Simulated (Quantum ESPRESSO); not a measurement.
# Net moment and magnetic energies of rutile-type CrO2 under tetragonal distortion at fixed volume, PBE

I have to decide whether a CrO2 film strained by its substrate can still be treated as a fully spin-polarised electrode, or whether the strain must first be limited. Such an electrode needs a metal in which only one spin direction carries current, and a whole-number net moment in a metallic run is the simplest sign of that. I therefore follow the net moment per Cr as the cell is stretched or compressed along z at fixed volume. Beside it I follow two energies per Cr: the gain of the parallel state over the run without spin polarisation, and the cost of the opposed order relative to the parallel one. A real film need not keep its volume, so the distortion here stands for only part of epitaxial strain.

## Calculations

One system, CrO2 (rutile-type, P4_2/mnm), 6 atom(s) a primitive cell, from cells typed from measured lattice constants. Quantum ESPRESSO 7.5, plane waves with GBRV 1.5 PBE pseudopotentials, cutoff 544 eV, Fermi-Dirac smearing of 0.05 eV, k meshes whose coarsest spacing along a reciprocal vector is 0.23 to 0.25 1/Å over all runs (2π included). Functional: PBE, no Hubbard U; collinear spins, no spin-orbit coupling. Atoms stay at fixed fractions of the cell and the mesh divisions are held. In the given cell the shortest lattice vector along z is 2.917 Å long and the shortest in the xy plane 4.421 Å. At each point the moments on Cr are started parallel, opposed (signs +-) and without spin polarisation. Of the opposed order at the middle point, it reverses 0 of 2 magnetic neighbours at 2.92 Å and 8 of 8 magnetic neighbours at 3.45 Å. Runs that did not converge or carry a known fault are not listed. The same in all rows: metal or insulator in the run from the parallel start, judged by its smearing entropy or density of states at the Fermi energy (a gap under a few smearing widths counts as a metal): metal.

Notes on method and selection:

- Each state is what a run reaches from typed starting moments; only a few collinear orders were started, so the lowest found need not be the ground state. Spin-orbit coupling is left out of these energies, which are free energies at the smearing width. A magnetic atom is one that was given a starting moment.
- Site moments count the spin inside each program's own atomic sphere, so they depend somewhat on its radius and leave out the spin between the spheres.
- Quantum ESPRESSO sets the radius of an element's spheres to about 0.41 of its shortest distance to a neighbour, so it changes from cell to cell and the site moment with it.
- A measured moment is set beside the table only where the run ends ferromagnetic and the measured order is ferromagnetic too.
- Runs that did not converge, have known faults or may not be shown are not listed, and runs on Ansatz's PAW sets soft_1 and soft_2 are kept to separate tables.

Columns:

- tetragonal distortion: factor on the z length of the cell at fixed volume.
- moment (μB): largest site spin moment reached from the parallel start.
- moment, opposed (μB): largest site spin moment reached from the opposed start.
- gain, opposed (meV): energy of the run without spin polarisation less that of the run from the opposed start, per magnetic atom.
- magnetic distance (Å): shortest distance between magnetic atoms.
- net moment (μB): net spin moment of that run per magnetic atom.
- magnetic energy gain (meV): energy of the run without spin polarisation less that of the parallel start, per magnetic atom (positive: magnetism is favoured).
- E(opposed) - E(parallel) (meV): energy of the run from the opposed start less that of the parallel start, per magnetic atom (positive: parallel is favoured); blank where a pattern was lost.

Input lines of one member:

```
&SYSTEM
  ecutwfc = 40
  ecutrho = 280
  nbnd = 39
  occupations = 'smearing'
  smearing = 'fd'
  degauss = 0.00367493
  nspin = 2
  starting_magnetization(1) = 0.2143
  starting_magnetization(2) = 0
/
&ELECTRONS
  conv_thr = 1.2d-08
  mixing_beta = 0.3
/
K_POINTS automatic
6 6 10 0 0 0
```

Command (options for logging and memory left out): `pw.x -in pw.in`

## Computed values

| member | tetragonal distortion | moment (μB) | moment, opposed (μB) | gain, opposed (meV) | magnetic distance (Å) | net moment (μB) | magnetic energy gain (meV) | E(opposed) - E(parallel) (meV) |
| --- | --- | --- | --- | --- | --- | --- | --- | --- |
| 0.92 | 0.92 | ? | ? | ? | 2.684 | ? | ? | ? |
| 0.95 | 0.95 | 1.72 | 1.50 | 301.5 | 2.771 | 2.00000 | 422.3 | 120.7 |
| 0.98 | 0.98 | 1.74 | 1.52 | 402.1 | 2.859 | 2.00000 | 553.2 | 151.1 |
| 1 | 1.00 | 1.75 | 1.52 | 463.0 | 2.917 | 2.00000 | 629.6 | 166.6 |
| 1.02 | 1.02 | 1.74 | 1.51 | 513.7 | 2.975 | 2.00000 | 691.6 | 177.9 |
| 1.05 | 1.05 | 1.73 | 1.49 | 563.2 | 3.063 | 2.00000 | 751.9 | 188.7 |
| 1.08 | 1.08 | 1.71 | 1.48 | 586.5 | 3.150 | 2.00000 | 778.4 | 191.9 |

Cells marked ? are withheld until the estimate has been made.

## The trend and its physics

The net moment stays at 2 μB per Cr from 0.95 to 1.08, while the energies change a great deal. Formally Cr is 4+ with two d electrons, both in the majority spin. If the Fermi level lies in a gap of the minority spin, that channel holds a whole number of electrons. The total per cell is whole too, so the difference between the channels must also be a whole number. Strain can then reshape the majority bands without changing the net moment.

The site moment does vary, from 1.75 μB at 1.00 to 1.72 at 0.95 and 1.71 at 1.08. I suspect the counting sphere. Rutile has one kind of Cr–O bond lying in the xy plane and another with a component along z. Stretching shortens the first and compression the second, so if they start nearly equal, the sphere shrinks either way.

The magnetic energy gain rises from 422.3 to 778.4 meV, a factor of 778.4 / 422.3 = 1.84. The rise flattens: (553.2 − 422.3) / 3 = 43.6 meV per percent of distortion at the compressed end, against (778.4 − 751.9) / 3 = 8.8 at the stretched end. A likely cause is direct d–d overlap along the Cr chains. Short Cr–Cr distances broaden the d bands and favour the state without spin polarisation, and this overlap fades quickly with distance.

The parallel order lies lowest of the states tried in every row shown, by 120.7 meV at 0.95 and 191.9 meV at 1.08. The opposed order reverses the neighbours between chains, not those within a chain. Their distance is $d=\sqrt{a^2/2+c^2/4}$, with $a=4.421/\sqrt{x}$ Å, $c=2.917\,x$ Å and $x$ the distortion. It falls from roughly 3.5 Å at 0.95 to roughly 3.4 Å at 1.08, which has the right sign for a stronger coupling through oxygen.

The oxygen positions are held, and the forces on them at 1.00 are largest without spin polarisation, so relaxation would probably reduce the gain of 629.6 meV there.

## An estimate before looking

Plain estimates from the members shown:

- 0.92, mean of the 6 members shown: 2.00000 μB, standard deviation 0

For 0.92 I trust the mean of the members shown, 2.00000 μB, because electron counting gives the same number. A straight line through the rows would add nothing, since its slope is zero. Leaving out 0.95, the nearest member, and taking the mean of the other five also gives 2.00000, a miss of zero.

Two things could spoil the estimate. The first is a collapse of the magnetism. Repeating the last step of the energy gain leaves 422.3 − (553.2 − 422.3) = 291.4 meV per Cr in favour of the parallel state. The slope steepens towards compression, so the true gain is probably somewhat smaller, but it should remain far from zero.

The second is a minority band reaching the Fermi level as the Cr–Cr distance shrinks from 2.771 to 2.684 Å and the d bands broaden. Electrons would then spill into the minority spin, or holes would open there, and the moment would leave the whole number. At 0.95 there is no trace of this in the net moment, so I apply no shift.

The scatter of the route is zero, which leaves rounding as the error. I take the cell total to be resolved to 0.01 μB, as this program usually reports it. With two Cr per cell the step is 0.01 / 2 = 0.005 μB per Cr, and its standard deviation is 0.005 / √12 = 0.0014 μB. This bar holds only if the minority gap survives; a lost gap would give a much larger miss.

**Committed estimate, 0.92: net moment = 2.000 ± 0.001 μB.**

## Check

| member | tetragonal distortion | moment (μB) | moment, opposed (μB) | gain, opposed (meV) | magnetic distance (Å) | net moment (μB) | magnetic energy gain (meV) | E(opposed) - E(parallel) (meV) |
| --- | --- | --- | --- | --- | --- | --- | --- | --- |
| 0.92 | 0.92 | 1.67 | 1.38 | 211.5 | 2.684 | 1.99988 | 283.1 | 71.5 |

| member | estimate | net moment (μB) | computed | estimate − computed | miss in error bars |
| --- | --- | --- | --- | --- | --- |
| 0.92 | committed | 2.00000 | 1.99988 | +0.00012 | 0.1 |
| 0.92 | mean | 2.00000 | 1.99988 | +0.00012 |  |

The estimate of 2.000 ± 0.001 μB per Cr lies well inside its error bar: the run gives 1.99988, a miss of 0.00012. The plain mean does equally well, since I applied no shift to it. Electron counting held, and so did the expectation that magnetism would survive with a gain somewhat below 291.4 meV per Cr; it is 283.1.

My error bar had a wrong basis. I took the moment to be resolved only to 0.01 μB per cell, but the result shows a much smaller departure from the whole number.

If that departure is more than convergence error, its sign suits a slight thermal filling of minority states above the Fermi level. Moving one electron between the spins changes the moment by 2 μB, so 0.00012 / 2 = 0.00006 electrons per Cr would be enough. With a smearing of 0.05 eV this needs no closed gap, only a minority band edge that has come closer.

## Outliers

In the net moment no member stands out by an amount that matters. The clearest break is in the opposed state at 0.92, whose site moment drops from 1.50 to 1.38 μB in one step, after a change of only 0.02 between 0.98 and 0.95. The parallel site moment drops by 0.05 in the same step. The counting sphere depends on the cell and not on the magnetic order, so it cannot explain why the opposed moment loses so much more. Broader d bands along the shortened chains are a likely cause, as the net moment of the opposed state is zero by symmetry, whatever the size of its site moments, and so does not hold them up.

This also weakens my account of the energy between the two orders. From 0.95 to 0.92 the distance between chains grows by only about 0.03 Å, yet the advantage of the parallel order falls from 120.7 to 71.5 meV per Cr. From 1.05 to 1.08 that distance shrinks by about 0.02 Å and the advantage rises by only 3.2 meV. Distance alone therefore does not set the coupling; the size of the moments and the bond angles at oxygen change as well.

I was also wrong to suspect only the counting sphere behind the changes in the parallel site moment. The absolute spin density summed over the whole cell, which needs no sphere, falls under compression. As the net moment hardly changes, the cell then holds less spin against the net moment, mostly around oxygen, and equally less along it, mostly on Cr. Part of the fall from 1.75 μB at 1.00 to 1.72 at 0.95 and 1.67 at 0.92 is therefore a real loss of spin on Cr. Under stretching the same sum rises while the site moment falls, so there a shrinking sphere remains a plausible cause.

## Closing remarks

For the electrode, the net moment gives no reason in PBE to limit a distortion between 0.92 and 1.08 at fixed volume: every row is a metal with 2 μB per Cr to within 0.00012. Compression does weaken the parallel order: its advantage falls from 166.6 meV per Cr at 1.00 to 71.5 at 0.92, so heat may disturb it more easily there. The magnetic energy gain also needs closer sampling than the net moment. A straight line between the neighbouring rows misses the five inner members by 4 to 17 meV per Cr.

In practical units, the volume per Cr is 4.421² × 2.917 / 2 = 28.5 Å³, so the spin magnetisation is 2 × 9.274 / 28.5 = 0.65 MA/m, or about 0.82 T, in every row.

Two omitted effects exceed the spread in net moment. Spin-orbit coupling should add an orbital moment opposed to the spin, roughly some hundredths of a μB. Temperature matters more for a device: spin disorder at room temperature would lower the magnetisation by roughly some tenths of a μB per Cr and weaken the full spin polarisation.

[Logs are printed without paths, hosts, clocks, repeated set-up lines and the standing remarks that a program may print on its own settings, such as how far it seeks lower states.]
